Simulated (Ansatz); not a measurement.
# Conductance of Cs and Rb atomic chains with one bond stretched by up to 4.2 Å, PBE

We calculate the zero-bias conductance of straight Cs and Rb chains in which a single bond is changed by −0.2 to +4.2 Å from its relaxed length, while all other bonds stay fixed. The question is how conduction passes from metallic contact to tunnelling, and whether one simple formula covers both ends. This matters for break junctions and atomic-scale contacts, where an exponential law is often applied to gaps that are still partly closed. Conductance G is given in units of G₀ = 2e²/h, and the reference is the perfect chain of the same element, which carries 1.00 G₀ through one open channel. The junctions are model structures, so the results describe the effect of one bond and not a complete pulling experiment.

## Set-up

Linear chains of Cs, Rb. The period of each perfect chain was relaxed first; a cell of 12 atoms then had one bond changed by a set amount with all other bonds held at the relaxed length, and nothing was relaxed again. Plane-wave density functional theory with Ansatz 0.2.0, PAW datasets, scalar-relativistic unless a column says otherwise. The chain runs along z in a box of 12 x 12 angstrom across, with one k point across; along the chain the number of k points times the cell length is 81 to 180 angstrom. Fermi-Dirac occupations of width 0.05 eV. Functional PBE. Wave cutoff 420 eV (PBE). Transmission by matching layers to semi-infinite perfect chains at zero bias, energy step 0.035 eV. Cs: relaxed bond 4.965 angstrom, perfect chain 1.00 G0, no spin polarisation (starting moments died in the relaxation); Rb: relaxed bond 4.518 angstrom, perfect chain 1.00 G0, no spin polarisation (starting moments died in the relaxation). The same in all rows: largest term of the program's own error estimate for this conductance: 0 %.

Notes on method and selection:

- In the tunnelling range G falls as exp(-beta d); for a vacuum barrier of height phi, beta = 1.025 sqrt(phi/eV) per angstrom.
- The atoms beside the drawn bond were not relaxed.
- Semilocal functionals lack the image potential.
- Spin-orbit coupling is left out, which matters for elements past period 5.
- Dangling ends may carry moments that a run without spin polarisation cannot show.
- The junctions are hypothetical model structures, built for this series.
- Runs whose transmission exceeds the number of channels of the lead are not listed.
- Runs that did not converge, have known faults or may not be shown are not listed, and runs on Ansatz's PAW sets soft_1 and soft_2 are kept to separate tables.

Columns:

- bond stretch (Å): lengthening of the one bond over the relaxed bond of the perfect chain.
- bond length (Å): length of the drawn bond.
- conductance (G₀): zero-bias conductance through the drawn bond at 300 K, both spins, G0 = 2e^2/h.
- share of perfect: conductance over that of the perfect chain at the same level.

## Table of results

| member | chain | bond stretch (Å) | bond length (Å) | conductance (G₀) | share of perfect |
| --- | --- | --- | --- | --- | --- |
| stretch −0.2 | Cs | −0.2 | 4.76 | 0.9982 | 0.998 |
| stretch 0.3 | Cs | 0.3 | 5.26 | 0.9946 | 0.995 |
| stretch 0.7 | Cs | 0.7 | 5.66 | 0.9656 | 0.966 |
| stretch 1.2 | Cs | 1.2 | 6.16 | 0.8867 | 0.887 |
| stretch 1.8 | Cs | 1.8 | 6.76 | 0.7307 | 0.731 |
| stretch 2.5 | Cs | 2.5 | 7.46 | 0.4989 | 0.499 |
| stretch 3.3 | Cs | 3.3 | 8.26 | 0.2540 | 0.254 |
| stretch 4.2 | Cs | 4.2 | 9.16 | 0.0911 | 0.091 |
| stretch −0.2 | Rb | −0.2 | 4.32 | 0.9980 | 0.998 |
| stretch 0.3 | Rb | 0.3 | 4.82 | 0.9940 | 0.994 |
| stretch 0.7 | Rb | 0.7 | 5.22 | 0.9622 | 0.962 |
| stretch 1.2 | Rb | 1.2 | 5.72 | 0.8755 | 0.876 |
| stretch 1.8 | Rb | 1.8 | 6.32 | 0.7060 | 0.706 |
| stretch 2.5 | Rb | 2.5 | 7.02 | 0.4602 | 0.460 |
| stretch 3.3 | Rb | 3.3 | 7.82 | 0.2163 | 0.216 |
| stretch 4.2 | Rb | 4.2 | 8.72 | 0.0709 | 0.071 |

## What drives the series

The fall is slow at first and then steep. At a stretch of 0.7 Å both chains keep more than 96 % of the perfect conductance; at 2.5 Å about half is left, and at 4.2 Å 0.0911 G₀ for Cs and 0.0709 G₀ for Rb. Rb lies below Cs at every stretch. From 0.7 Å on, however, the Cs runs have fewer k points along the chain than the Rb runs, and the series does not measure how much this adds to the difference.

A model with two parameters follows from three assumptions.

1. Each atom contributes one s orbital and one electron. The band is then half filled, and all site energies are equal and set to zero, which is also the Fermi level.
2. Neighbours are coupled by a hopping t, except across the changed bond, where it is x·t.
3. The hopping ratio falls with the stretch s as x = exp(−u), with u = a·s + b·s². Here a is the decay rate at the relaxed bond, and b describes how the decay steepens with stretch, plausibly because the potential between the separating atoms rises.

At half filling the phase of the wave advances by a quarter turn per atom. On the left, up to atom 0, the amplitude on atom n is iⁿ + r·i⁻ⁿ; on the right, from atom 1, it is τ·iⁿ. The equations for the two atoms at the bond are

atom 0: r = 1 − x·τ

atom 1: τ = x·(1 + r)

Eliminating r gives τ = 2x/(1 + x²). The transmission is τ², so

G/G₀ = 4x²/(1 + x²)² = 1/cosh²(u).

For small u this is 1 − u²: a slightly weakened bond reflects only in second order, which explains the flat start. A shortened bond is also a mismatch, and G indeed drops slightly at −0.2 Å. For large u the formula becomes 4·exp(−2u), which is tunnelling. The lower values for Rb correspond to a faster decay of the hopping, as expected for a more compact and more tightly bound outer s orbital.

## Testing the model

The constants for Cs are fixed on the rows at 1.2 and 3.3 Å. Inverting the formula gives u = ln[(1 + √(1 − G))/√G], with G in G₀.

- 1.2 Å: u = ln[(1 + √(1 − 0.8867))/√0.8867] = 0.3502, and 0.3502 / 1.2 = 0.2918 Å⁻¹
- 3.3 Å: u = ln[(1 + √(1 − 0.2540))/√0.2540] = 1.3078, and 1.3078 / 3.3 = 0.3963 Å⁻¹

Since u/s = a + b·s,

b = (0.3963 − 0.2918) / (3.3 − 1.2) = 0.0498 Å⁻²

a = 0.2918 − 0.0498 × 1.2 = 0.2320 Å⁻¹

Four other Cs rows then follow without further adjustment:

- 0.7 Å: u = 0.2320 × 0.7 + 0.0498 × 0.7² = 0.1868; G = 1/cosh²(u) = 0.966 G₀ (table 0.9656)
- 1.8 Å: u = 0.2320 × 1.8 + 0.0498 × 1.8² = 0.5790; G = 1/cosh²(u) = 0.73 G₀ (table 0.7307)
- 2.5 Å: u = 0.2320 × 2.5 + 0.0498 × 2.5² = 0.8913; G = 1/cosh²(u) = 0.49 G₀ (table 0.4989)
- 4.2 Å: u = 0.2320 × 4.2 + 0.0498 × 4.2² = 1.8529; G = 1/cosh²(u) = 0.094 G₀ (table 0.0911)

The last row lies well beyond the largest stretch used to fix the constants and is therefore the hardest test.

Rb needs its own constants. The same two stretches give u = ln[(1 + √(1 − 0.8755))/√0.8755] = 0.3687 and u = ln[(1 + √(1 − 0.2163))/√0.2163] = 1.3996, so that

- 0.3687 / 1.2 = 0.3072 Å⁻¹ and 1.3996 / 3.3 = 0.4241 Å⁻¹
- b = (0.4241 − 0.3072) / (3.3 − 1.2) = 0.0557 Å⁻²
- a = 0.3072 − 0.0557 × 1.2 = 0.2404 Å⁻¹

At 4.2 Å, u = 0.2404 × 4.2 + 0.0557 × 4.2² = 1.9922, and the model yields 0.072 G₀ (table 0.0709). Over the twelve rows of both chains not used for fixing, the mean absolute miss is 0.002 G₀, against a mean absolute scatter of 0.28 G₀ about their average.

## Outliers

The steepening term b is essential. With b = 0 and the decay rate taken from Cs at 1.2 Å, the model gives 0.292 G₀ at 4.2 Å, about three times the tabulated 0.0911 G₀.

With b included, the remaining misses have the same signs in both chains: slightly low at 1.8 and 2.5 Å, by at most 0.007 G₀, and slightly high at 4.2 Å, by 3 % for Cs and 1 % for Rb. The model is therefore only approximate. The quadratic form of u and the single orbital per atom are possible reasons, which the series does not separate. Thermal averaging, which the tabulated conductance at 300 K includes and the formula does not, is not the reason: with the constants fixed in the same way on the transmission at the Fermi level, the misses are as large or slightly larger. The smaller number of k points in the stretched Cs runs is not needed to explain the pattern either, since Rb shows it with an unchanged number. The program's error estimate, given as 0 % in the set-up, is a rounded value; it grows as the gap opens but stays below these misses.

One further consequence of the assumptions cannot be tested with this table. A symmetric half-filled band with a hopping independent of energy gives zero thermopower, because the transmission is then the same just above and just below the Fermi level. A remaining barrier that is lower for electrons of higher energy would break this symmetry, but the conductance alone does not show whether it does.

## Closing remarks

From −0.2 to 4.2 Å, 1/cosh²(a·s + b·s²) reproduces the calculated conductance of both chains to within 0.007 G₀, with separate constants for each. The calculated values have a limit of their own: in every junction run the program warned that the exchange-correlation potential is rough where the density is thin. A widely opened bond is such a region, and no run in the series measures the effect on G, so the conductance at wide gaps, and with it the constant b, may carry an error of unknown size. The formula should not be carried to wider gaps, because its decay rate keeps growing, whereas a vacuum barrier of fixed height gives a constant one. A single exponential does not describe the series: for Cs the decay rate of G rises from ln(0.4989 / 0.2540) / 0.8 = 0.84 Å⁻¹ between 2.5 and 3.3 Å to ln(0.2540 / 0.0911) / 0.9 = 1.14 Å⁻¹ between 3.3 and 4.2 Å.

Two omitted effects can exceed the difference between Cs and Rb. Half-filled chains tend to pair their atoms; a gap well above the thermal energy of about 0.03 eV would remove nearly all the conductance of a long chain. If the end atoms drew back by 0.3 Å in total, G at the largest stretch would fall by roughly 30 %, since the last decay rate gives a factor exp(−1.14 × 0.3) = 0.71.
